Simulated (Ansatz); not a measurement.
## HfB: the change of pressure with volume scale

Periodic Kohn-Sham DFT of a crystal at fixed atoms, scaled to volume_scale times the given cell; pressure positive in compression, energy less spherical unpolarised free atoms, largest_vzz the field gradient of largest size among the nuclei. The results are calculated, by Ansatz 0.2.0.

The cell before it is scaled or strained (space group Fm-3m, No. 225):
```
CELL_PARAMETERS angstrom
0.00000 2.31000 2.31000
2.31000 0.00000 2.31000
2.31000 2.31000 0.00000
ATOMIC_POSITIONS crystal
Hf 0.50000 0.50000 0.50000
B 0.00000 0.00000 0.00000
```

Settings of every row: method all-electron PAW; functional LDA; relativity scalar; k mesh 15x15x15; filling fermi-dirac; smearing width 0.05 eV; nucleus gaussian.

Atom start moment: 0 on all atoms.

Limits: no spin-orbit coupling on heavy atoms.

```csv
row,volume scale,V (Å³/atom),pressure (GPa)
1,0.94,11.587,35.922
2,0.96,11.833,29.493
3,0.98,12.08,23.623
4,0.99,12.203,20.883
5,1,12.326,18.263
6,1.01,12.45,15.76
7,1.02,12.573,13.367
8,1.04,12.819,?
9,1.06,13.066,4.803
```

Question: what pressure should row 8 give?

Worked fit of pressure. Take u = (V_r/V)^(2/3) − 1 with V_r = 12.264 Å³ an atom, which is twice the finite (Eulerian) strain; such expansions in the strain, on which the Birch-Murnaghan equation of state is built, carry the rest volume and the bulk modulus. The shown rows have u = 0.03858, 0.02414, 0.01013, 0.00333, -0.00336, -0.00998, -0.01645, -0.04135. Least squares give pressure = 19.5734 + 391.446 × u + 831.17 × u² GPa; a straight line predicts inner rows, each left out in turn, worse (root mean square 0.4 against 0.011 GPa). The rows lie off it by 0.009, -0.014, -0.001, -0.003, -0.005, 0.010, 0.008, -0.005 (root mean square 0.0079 GPa). The withheld row has u = -0.02908, so the fit gives 19.5734 + 391.446 × (-0.02908) + 831.17 × (-0.02908)² = 8.893 GPa.

The calculation gave 8.893 GPa. The fit meets it to the printed digit.
